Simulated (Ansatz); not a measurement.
# A series in volume scale on Ge

Results calculated with Ansatz 0.2.0, not measured. Plane-wave DFT, scalar-relativistic PAW made under PBE with cores redone for the functional, no dispersion; the given relaxed cell is scaled uniformly, energy at zero smearing counts from the unscaled cell, pressure at the given Fermi-Dirac smearing is positive in compression.

The cell before it is scaled or strained (space group P6_3/mmc, No. 194):
```
Ge
1.0
      3.0100     0.0000     0.0000
     -1.5050     2.6068     0.0000
      0.0000     0.0000     4.6777
Ge
2
Direct
  0.33333 0.66667 0.25000
  0.66667 0.33333 0.75000
```

Settings of every row: spin polarised no; functional PBEsol; wave cutoff 420 eV; smearing width 0.1 eV; k mesh 14x14x8.

Atom starting moment: 0 on all atoms.

Limits: the cell comes from a prototype or a list of computed structures and needn't be the stable phase.

| row | volume scale | V (Å³/atom) | pressure (GPa) | energy change per atom (meV) |
| --- | --- | --- | --- | --- |
| 1 | 0.88 | 16.15 | ? | ? |
| 2 | 0.92 | 16.884 | 7.53 | 32.57 |
| 3 | 0.96 | 17.618 | 3.46 | 7.9 |
| 4 | 1.04 | 19.086 | -2.47 | 5.7 |
| 5 | 1.08 | 19.82 | -4.61 | 22.35 |
| 6 | 1.12 | 20.554 | -6.32 | 47.79 |

Question: what pressure and energy change per atom should row 1 give?

Worked fit of pressure. Take u = (V_r/V)^(2/3) − 1 with V_r = 19.086 Å³ an atom, which is twice the finite (Eulerian) strain; such expansions in the strain, on which the Birch-Murnaghan equation of state is built, carry the rest volume and the bulk modulus. The shown rows have u = 0.08516, 0.05481, 0, -0.02484, -0.0482. Least squares give pressure = −2.481 + 93.177 × u + 284.65 × u² GPa; a straight line predicts inner rows, each left out in turn, worse (root mean square 0.56 against 0.028 GPa). The rows lie off it by 0.01, -0.02, 0.01, 0.01, -0.01. The pressure vanishes at u = 0.0248, or V = 18.4 Å³ an atom, and there the bulk modulus at fixed shape and fractions is B = −V dP/dV = (2/3)(1 + u) dP/du = 73.3 GPa. Letting shape and atoms relax would as a rule lower it, by much in layered, chain or molecular crystals. The withheld row has u = 0.11779, so the fit gives −2.481 + 93.177 × (0.11779) + 284.65 × (0.11779)² = 12.44 GPa.

The calculation gave 12.59 GPa. The fit lies 0.15 GPa (1.2 % of the value, 0.79 % of the column's range) below it; its largest miss of a shown row is 0.02 GPa. This row lies beyond the range of the fit.

Worked fit of energy change per atom. Take u = (V_r/V)^(2/3) − 1 with V_r = 19.086 Å³ an atom, which is twice the finite (Eulerian) strain; such expansions in the strain, on which the Birch-Murnaghan equation of state is built, carry the rest volume and the bulk modulus. The shown rows have u = 0.08516, 0.05481, 0, -0.02484, -0.0482. Least squares give energy change per atom = 5.651 − 445.614 × u + 8932.58 × u² meV; a straight line predicts inner rows, each left out in turn, worse (root mean square 17 against 0.21 meV). The rows lie off it by 0.09, -0.16, 0.05, 0.12, -0.09 (root mean square 0.11 meV). The withheld row has u = 0.11779, so the fit gives 5.651 − 445.614 × (0.11779) + 8932.58 × (0.11779)² = 77.10 meV.

The calculation gave 77.99 meV. The fit lies 0.89 meV (1.1 % of the value, 1.2 % of the column's range) below it; its largest miss of a shown row is 0.16 meV. This row lies beyond the range of the fit.
